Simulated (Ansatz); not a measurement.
Computed with DFT PBE, scalar-relativistic, plane waves, PAW (Ansatz). Settings: cutoff 420 eV, Γ-centred meshes spaced at most about 0.3 Å⁻¹, and about 0.25 Å⁻¹ or finer for metals (2π included), Gaussian smearing. Collinear spin in cells that started with moments and kept them past the coarse steps, no spin elsewhere.

Energies over the elements count from the elements' standard structures at the same level (N₂ as a molecule), with no fitted energy shifts.

A relaxed structure of TiFeC4N4 has 17.64 Å³/atom, +0.37 eV/atom against the elements, no gap on its mesh, a net moment of 0.00 μB/atom:

```cif
data_structure
_symmetry_space_group_name_H-M 'P4/mmm'
_symmetry_Int_Tables_number 123
_cell_length_a 7.3045
_cell_length_b 7.3045
_cell_length_c 3.3056
_cell_angle_alpha 90.000
_cell_angle_beta 90.000
_cell_angle_gamma 90.000
_cell_volume 176.37
loop_
_atom_site_label
_atom_site_type_symbol
_atom_site_symmetry_multiplicity
_atom_site_Wyckoff_symbol
_atom_site_fract_x
_atom_site_fract_y
_atom_site_fract_z
_atom_site_occupancy
Ti1 Ti 1 a 0.00000 0.00000 0.00000 1
Fe1 Fe 1 c 0.50000 0.50000 0.00000 1
C1 C 4 j 0.20741 0.79259 0.00000 1
N1 N 4 j 0.32107 0.67893 0.00000 1
```

Question: Predict cell, energy and gap of TiOsC4N4 with the same space group and Wyckoff sites.

Answer: TiOsC4N4 has a = 7.437 Å, c = 2.957 Å: 16.35 Å³/atom, +0.44 eV/atom against the elements, no gap on its mesh. The volume per atom changes by -7.3 % and the formation energy by +0.07 eV/atom (from unrounded values). The moments change too, so the valence or magnetic state isn't the same. Covalent radii: Fe 1.32 Å, Os 1.44 Å; electronegativities 1.83 and 2.20. The cell doesn't follow the covalent radius here. Around Ti lie 4 C at 2.13 Å; Os is surrounded by 4 N at 1.95 Å; around C lie 1 N at 1.18 Å and 1 Ti at 2.13 Å; around N lie 1 C at 1.18 Å and 1 Os at 1.95 Å.

```cif
data_structure
_symmetry_space_group_name_H-M 'P4/mmm'
_symmetry_Int_Tables_number 123
_cell_length_a 7.4367
_cell_length_b 7.4367
_cell_length_c 2.9571
_cell_angle_alpha 90.000
_cell_angle_beta 90.000
_cell_angle_gamma 90.000
_cell_volume 163.54
loop_
_atom_site_label
_atom_site_type_symbol
_atom_site_symmetry_multiplicity
_atom_site_Wyckoff_symbol
_atom_site_fract_x
_atom_site_fract_y
_atom_site_fract_z
_atom_site_occupancy
Ti1 Ti 1 a 0.00000 0.00000 0.00000 1
Os1 Os 1 c 0.50000 0.50000 0.00000 1
C1 C 4 j 0.20246 0.79754 0.00000 1
N1 N 4 j 0.31461 0.68539 0.00000 1
```

The two cells were relaxed from separate starts that ended on the same group and sites; neither need be the stable form of its compound. These runs have no spin–orbit coupling, which can matter for Os. In such compounds of Fe and Ti a zero gap at this level may well be an artefact, since no Hubbard U is applied. The reference form of C is held partly by dispersion forces, which this level lacks. The magnetic state reached may not be the lowest. Cells relaxed within their symmetry can be saddle points. Some structure types and database cells were kept out of the candidates from the start, so a known form may be missing.

Replacing Fe with Os widens the cell in the plane but shortens it along c, and the shortening outweighs the widening. The in-plane growth does follow the larger metal: it comes from longer metal–N bonds, while the Ti–C and C–N lengths hardly change. The C–N distance of 1.18 Å is that of a cyanide triple bond, so the linkers are stiff and the stacking direction is the soft one. Along c, like metals repeat at 2.957 Å in the Os cell, close enough for direct metal–metal interaction. The more extended 5d orbitals of Os may strengthen it, but Ti–Ti contact, the changed magnetic state and the untreated 3d correlation in the Fe cell could also contribute.

The cyanide orientation is chemically unusual: carbon, the stronger σ-donor and π-acceptor end, normally binds the electron-rich late metal, leaving nitrogen to the harder, oxophilic Ti. The reversed linkage probably contributes to the positive formation energies of both cells, though the flipped isomer would have to be computed to show this.
